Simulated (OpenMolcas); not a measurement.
**C2H6In (SMILES C[In]C): methods side by side**

C2H6In has 9 atoms, charge 0, and is taken as a doublet. SMILES: `C[In]C`. The coordinates come from a PBE0-D4/def2-TZVP relaxation.

```
atom    x (Å)    y (Å)    z (Å)
   C   0.4563   1.8159   0.1834
  In   0.2776   0.0503  -1.1135
   C  -0.4505  -1.8148  -0.2067
   H  -0.5270   2.0361   0.6072
   H   0.8219   2.6865  -0.3585
   H   1.1439   1.5788   0.9995
   H  -1.4452  -1.6334   0.2088
   H  -0.5009  -2.6284  -0.9284
   H   0.2240  -2.0910   0.6081
```

Quantity: the electronic atomisation energy, in eV. The values are calculated. Electronic energies at fixed atoms, without zero-point motion or spin-orbit coupling.

| level | kind | program | value (eV) | CPU time (all runs) |
| --- | --- | --- | --- | --- |
| UHF/def2-SVPD (core potential) | Hartree–Fock | OpenMolcas | 23.04 | 47 s |
| USVWN5/def2-SVPD (core potential) | LDA | OpenMolcas | 34.34 | 1.7 min |
| UBLYP/def2-SVPD (core potential) | GGA | OpenMolcas | 29.84 | 2.6 min |
| UM06-L/def2-SVPD (core potential) | meta-GGA | OpenMolcas | 30.38 | 3.1 min |
| UB3LYP/def2-SVPD (core potential) | global hybrid | OpenMolcas | 30.15 | 2.3 min |

The values span 23.04 to 34.34 eV. CPU times are rough (shared hosts, several kinds of processor): they show what a rung costs within a factor of a few.

Hartree–Fock gives the weakest binding, 23.04 eV, and the local density approximation the strongest, 34.34 eV; the other functionals lie close together between them. Atomisation breaks electron pairs in the C–H and In–C bonds, and the correlation energy of those pairs is largely lost in the separated, open-shell atoms. Hartree–Fock leaves out this gain and so underbinds. The local density approximation overbinds because it describes the inhomogeneous densities of atoms and molecule with unequal errors, which gradient corrections largely rebalance.

The closeness of BLYP, M06-L and B3LYP suggests that the gradient correction matters more here than the further refinements, but agreement among them doesn't establish accuracy, since they share a modest basis set. The total is dominated by the methyl C–H bonds, so it is a poor measure of the much weaker In–C bonds. Whether the radical readily loses a methyl group, as the stability of lower-valent indium might suggest, would need the energies of the fragments.
